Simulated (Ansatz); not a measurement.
Al: Grüneisen parameters and expansion

Method: DFT LDA, scalar-relativistic, plane waves, PAW in Ansatz 0.2.0. Cutoff 420 eV, 20×20×20 k-points (Γ-centred), Fermi-Dirac smearing of 0.15 eV. No spin polarisation. Phonons by linear response, acoustic sum rule imposed.

Equilibrium structure at this level:
```cif
data_structure
_symmetry_space_group_name_H-M 'Fm-3m'
_symmetry_Int_Tables_number 225
_cell_length_a 3.9849
_cell_length_b 3.9849
_cell_length_c 3.9849
_cell_angle_alpha 90.000
_cell_angle_beta 90.000
_cell_angle_gamma 90.000
_cell_volume 63.28
loop_
_atom_site_label
_atom_site_type_symbol
_atom_site_symmetry_multiplicity
_atom_site_Wyckoff_symbol
_atom_site_fract_x
_atom_site_fract_y
_atom_site_fract_z
_atom_site_occupancy
Al1 Al 4 a 0.00000 0.00000 0.00000 1
```

In a metal, frequencies depend on the k mesh and the smearing, soft modes most. Some empty bands missed the eigensolver's threshold.

Phonons on a 2×2×2 q mesh at 0.98, 1 and 1.02 times the equilibrium volume give γ = −d ln ν/d ln V, modes matched by rank. The cell has V = 15.82 Å³ with 1 atom and B = 83 GPa. Points of the mesh (fractions of the reciprocal vectors) with their weights out of 8; the acoustic modes at Γ are left out:

```csv
q,weight,ν (cm⁻¹),γ,degeneracy
0.00 0.00 -0.50,4,143,2.36,2
0.00 0.00 -0.50,4,328,1.95,1
0.00 -0.50 -0.50,3,198,2.43,2
0.00 -0.50 -0.50,3,325,1.84,1
```

Question: Work out the volume expansion coefficient at 50, 100, 300 and 800 K in Grüneisen's theory.

Answer: Each mode holds c = k_B x² eˣ/(eˣ − 1)², x = hcν/k_BT (k_B = 0.695 cm⁻¹/K). Weighted over the mesh, C_V = Σ c, γ̄ = Σ cγ/C_V and α_V = γ̄ C_V/(BV):
```tsv
T (K)	C_V (k_B a cell)	γ̄	α_V (10⁻⁶/K)
50	0.38	2.37	9.3
100	1.29	2.32	31.2
300	2.37	2.24	55.7
800	2.59	2.23	60.3
```

The classical limit of C_V is 3n = 3 k_B, less the 3/8 k_B of the three modes left out, which leaves C_V and α_V about 12 % low even at high temperature. All γ are positive, so the crystal expands at every temperature. For a cubic crystal the linear coefficient is a third of α_V. A mesh this coarse misses long acoustic waves, so the low-temperature rows are rough; B and γ are held at their static values, and the electrons' part is left out.

Question: The zero-point energy of the cell, summed on a denser interpolated mesh, is 40.407, 38.733 and 37.118 meV at the three volumes. How far does it expand the lattice at 0 K?

Answer: P_zp = −dE_zp/dV = 3.289 meV / (0.633 Å³) × 0.16022 GPa Å³/meV = 0.833 GPa, so ΔV/V = P_zp/B = 1.00 %. This share is taken off a measured low-temperature volume before it is compared with a static calculation.

Cost: 6 runs of about 1.7 core-minutes in all, on AMD EPYC 7R43 (Zen 3) (shared hosts).

The expansion coefficient rises with temperature because the heat capacity does; the mean Grüneisen parameter barely changes. Its slight fall from 2.37 to 2.23 reflects the order in which modes are excited. The doubly degenerate transverse branches lie lower and have the larger γ at both zone-boundary points, so they dominate when cold, before the stiffer longitudinal modes join in. Softness alone does not set γ, since the transverse mode at 198 cm⁻¹ exceeds the one at 143 cm⁻¹. Shear forces in a nearly free-electron metal are what remains after ionic and screening contributions partly cancel, which probably makes them more sensitive to volume.

The near-plateau between 300 and 800 K disagrees with the marked rise known for aluminium, most likely because the fixed bulk modulus misses the softening of the heated lattice. The lattice constant of 3.9849 Å is also shorter than experiment, as expected from LDA overbinding, and the zero-point expansion of 1.00 % in volume recovers only part of that shortfall.
